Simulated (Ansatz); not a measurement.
## SrCd: the change of pressure with volume per atom

Periodic Kohn-Sham DFT of a crystal at fixed atoms; pressure and stress are positive in compression; the energy is the free energy less that of spherical unpolarised free atoms; site moments are those in the method's own spheres, positive along +z. The results are calculated, by Ansatz 0.2.0.

Cell of the first row (space group Pm-3m, No. 221):
```
cell vectors (Å)
   3.9213     0.0000     0.0000
   0.0000     3.9213     0.0000
   0.0000     0.0000     3.9213
atoms (fractions of the cell vectors)
Sr  0.50000  0.50000  0.50000
Cd  0.00000  0.00000  0.00000
```

Settings of every row: method frozen-core PAW; functional LDA; relativity scalar; k mesh 10x10x10; filling fermi-dirac; smearing width 0.08 eV; wave cutoff 420 eV; paw set soft_2.

Atom start moment: 0 on all atoms.

Limits: PAW files made with PBE.

| row | volume per atom (Å³) | pressure (GPa) |
| --- | --- | --- |
| 1 | 30.148 | -0.402 |
| 2 | 30.789 | ? |
| 3 | 31.431 | -1.563 |
| 4 | 31.751 | -1.814 |
| 5 | 32.072 | -2.051 |
| 6 | 32.393 | -2.274 |
| 7 | 32.713 | -2.485 |
| 8 | 33.355 | -2.873 |
| 9 | 33.996 | -3.218 |

Question: what pressure should row 2 give?

Worked fit of pressure. Take u = (V_r/V)^(2/3) − 1 with V_r = 32.233 Å³ an atom, which is twice the finite (Eulerian) strain; such expansions in the strain, on which the Birch-Murnaghan equation of state is built, carry the rest volume and the bulk modulus. The shown rows have u = 0.04559, 0.01694, 0.01009, 0.00334, -0.0033, -0.00981, -0.02255, -0.03488. Least squares give pressure = −2.1644 + 33.699 × u + 103.84 × u² + 108 × u³ GPa; a parabola predicts inner rows, each left out in turn, worse (root mean square 0.0017 against 0.00045 GPa). All shown rows lie on it to the printed digit. The withheld row has u = 0.03103, so the fit gives −2.1644 + 33.699 × (0.03103) + 103.84 × (0.03103)² + 108 × (0.03103)³ = -1.016 GPa.

The calculation gave -1.016 GPa. The fit meets it to the printed digit.
